# Why does stretched CdSe have a higher dielectric constant when it holds fewer electrons per volume?

**Question**

I am looking at results for zinc-blende CdSe at nine volumes. The cell keeps its cubic shape and only its size changes. The row at 28.872 Å³ per atom is the relaxed crystal, and the others are compressed or stretched by up to 4% along each edge.

Zinc-blende CdSe (2-atom cell) at nine volumes, calculated with Ansatz 0.2.0 using r2SCAN density-functional theory, PAW potentials and no spin–orbit coupling. The plane-wave cutoff is 500 eV and the k mesh 6×6×6, with fixed occupations. The dielectric constant is the linear response to a uniform static field with the ions held fixed.

| volume (Å³/atom) | shortest distance (Å) | electronic dielectric xx |
| --- | --- | --- |
| 25.544 | 2.551 | 6.395 |
| 26.351 | 2.577 | 6.421 |
| 27.174 | 2.604 | 6.457 |
| 28.014 | 2.630 | 6.505 |
| 28.872 | 2.657 | 6.565 |
| 29.747 | 2.683 | 6.639 |
| 30.639 | 2.710 | 6.727 |
| 31.549 | 2.736 | 6.831 |
| 32.477 | 2.763 | 6.953 |

My picture of a dielectric was simple: electrons respond to a field, so fewer electrons in a given volume should mean a weaker response. Stretching the crystal thins out its electrons, yet the dielectric constant goes up in every row. It also goes up faster and faster, although the edge grows by equal steps. What is wrong with my picture, and can I use the band gap to predict the effect?

**Answer**

Your picture holds one of the two things that change. Stretching does thin out the electrons, but it also makes each atom's electrons easier to displace. In this crystal the second change is the stronger one, and the dielectric constant shows only what is left after the two have worked against each other.

**Separating the two changes**

Call the dielectric constant ε. The table lists the xx component; yy and zz are equal to it because the crystal is cubic, so there is one ε per row. It describes the electrons alone, with the nuclei held fixed. Empty space has ε = 1, so the part that belongs to the material is ε − 1.

Multiply ε − 1 by the volume per atom and you get a measure of the response of one atom's share of the crystal. A constant factor is left out, and the field meant is the average field inside the material. In the most compressed row this response is (6.395 − 1) × 25.544 = 137.8 Å³. In the most stretched row it is 193.3 Å³.

The response per atom has therefore grown by 40%, while the volume has grown by 27%. Had it stayed at 137.8 Å³, the stretched crystal would have ε = 1 + 137.8/32.477, or about 5.2. That is the fall you were expecting. The calculation gives 6.953 instead, so what needs explaining is the softer response of each atom.

**Why longer bonds respond more easily**

A static field doesn't lift electrons permanently into empty states. It mixes a little of the empty states into the filled ones, and this mixing shifts charge along the field. The closer the empty states lie in energy, the more mixing a given field achieves.

In CdSe the filled states at the top of the valence band come mainly from selenium p orbitals, with a bonding share from cadmium. The lowest empty states are antibonding and have much s character. Their separation depends in part on how strongly neighbouring orbitals overlap. When the bond gets longer the overlap weakens, and bonding and antibonding states move towards each other.

The same calculations show this at the band edge. The smallest gap falls in every step, from 1.30 eV in the most compressed row to 0.77 eV in the most stretched one. The crystal stays an insulator with the same number of filled bands throughout, so we are following one electronic state and not a change from one kind of solid to another.

**A rule for which change wins**

A simple model makes the competition visible. Treat the electrons as if they were held by springs, all with one average excitation energy E. The displacement of a charge on a spring in a static field is inversely proportional to the square of its natural frequency, and hence to E². The response per atom then goes as 1/E², and

ε − 1 is proportional to 1/(volume × E²).

This gives the break-even condition. If E falls exactly as the inverse square root of the volume, ε stays put. If it falls faster, stretching raises ε; if it falls more slowly, dilution wins. Between the two end rows, break-even needs a fall of E by 1 − √(25.544/32.477), or about 11%.

Now we need a guess for E that doesn't come from ε itself. A common rule for covalent bonds lets the bonding–antibonding splitting go as 1/d², where d is the bond length, here the shortest distance. The reason is that the kinetic energy of an electron spread over a length d scales in this way. Between the end rows the rule lowers E by about 15%, which is more than break-even, so ε should rise.

**The estimate in full**

The volume goes as d³ and 1/E² goes as d⁴. Their quotient leaves ε − 1 proportional to d itself. Starting from the relaxed crystal, where ε − 1 = 5.565 and d = 2.657 Å, the most stretched row with d = 2.763 Å should have

ε = 1 + 5.565 × 2.763/2.657 ≈ 6.79.

The calculated value is 6.95. The direction is right, but the estimated rise from the relaxed crystal is 0.22 where the calculation gives 0.39. The relaxed row is the starting point, so its agreement is no test.

At the compressed end the rule makes the change too large instead of too small: it gives 6.34 for the first row, where the calculation has 6.40. Over the whole series the estimated rise is 0.44 against a calculated 0.56. The rule thus gives the direction of the change and its rough overall size, but it spreads the rise almost evenly over the steps.

Its success with the overall size shouldn't be pressed too far. CdSe is a polar crystal, and part of the separation between filled and empty states comes from the different attraction of cadmium and selenium for electrons. That part has no reason to follow 1/d².

**Why the steps grow**

The first step raises ε by 0.026 and the last by 0.122, nearly five times as much. Such a ratio suggests a dramatic change in the material, but most of it comes from taking a small difference between two larger changes.

In the first step the response per atom grows by about 3.6% and the volume by 3.1%. They almost cancel. In the last step the response grows by 5.0% and the volume by 2.9%. (These are changes of the natural logarithm times 100, so they can be subtracted directly.) The surplus has risen from about half a percent to two percent, although the growth of the response itself has changed only moderately.

The calculation states an error of about 0.02 for each value of ε, close to the size of the first step. The steps grow too smoothly for this to be random scatter from row to row. An error that drifts with the volume could still change their exact sizes, and a drift of equal size in every step would weigh most in the small first one.

There remains the moderate quickening of the response per atom, which the 1/d² rule misses. One likely contribution comes from the transitions near the centre of the Brillouin zone, where the smallest gap lies. That gap shrinks by nearly the same amount in each step, about 0.07 eV, but the same amount is a larger fraction of a smaller gap. Transitions at low energy therefore gain weight ever faster as the crystal expands.

This is an argument from theory, and because these transitions fill only a small part of the zone, they are expected to account for only part of the quickening. The same arithmetic would act more weakly on transitions of higher energy, if their energies also fall by nearly even amounts. A division of ε into contributions from different transitions would test both ideas, but these results don't contain one. There is also a numerical reason for caution. The electronic states were sampled on a single mesh of 6 × 6 × 6 points, and in CdSe the energy of the lowest empty band climbs steeply away from the zone centre. A coarse mesh can give the few low-energy transitions the wrong weight, most of all in the stretched rows. The acceleration and the total rise may therefore come out too large or too small. Repeating the two end rows and the relaxed one on denser meshes would show which, and by how much.

**Can you use the band gap to predict ε?**

Not by itself. A falling gap suggests a softer response per atom, but it doesn't tell you whether the softening outweighs the dilution. In this series it does. In another crystal ε could fall although the gap falls too.

Nor does the gap give the size of the effect. It falls by 41% along the series. If every electron responded through that gap, the response per atom would grow by a factor of about 2.9. The calculated factor is 1.4.

The reason is that ε collects transitions from all filled bands to all empty bands, over the whole zone. The smallest gap belongs to a small region of it. In the spring model, the calculated response corresponds to a fall of the average energy by only 16%. This figure is a translation of the calculated ε into the language of the model, not a separate measurement of an energy, but it suggests that the typical transition energy falls by a much smaller fraction than the smallest gap. In electronvolts its fall needn't be smaller, because the typical energy is expected to be several times the gap.

For a neighbouring case, then, ask first how the typical separation between bonding and antibonding states changes with bond length, and compare it with the break-even condition. Look at the smallest gap afterwards: if it is small and closing, the response may grow faster than the simple rule says, as it does here in the stretched rows, and the mesh needs more care.

**What this means for a real sample**

For light well below the absorption edge, but too fast for the nuclei to follow, the refractive index is the square root of this ε. The relaxed crystal has √6.565 ≈ 2.56. Stretching all its edges by 1% takes ε to 6.639 and the index to about 2.58, a change of half a percent. For a static field, as in a capacitor, the movement of the ions adds a further contribution that this column doesn't include.

The absolute values probably lie somewhat high. The functional gives the relaxed crystal a gap of 1.04 eV, which is well below the measured one. Too small a gap makes the electrons too easy to displace, and may also exaggerate the acceleration on stretching. Spin–orbit coupling, which is left out, would narrow the gap further.

The compressed end needs a different caution. Real CdSe tends to change to the rocksalt structure at a pressure of a few gigapascals, and the first rows reach or pass that range. They tell you how zinc-blende CdSe would respond if it kept its structure, which is the right comparison for understanding the trend but not a forecast for a sample in a press.
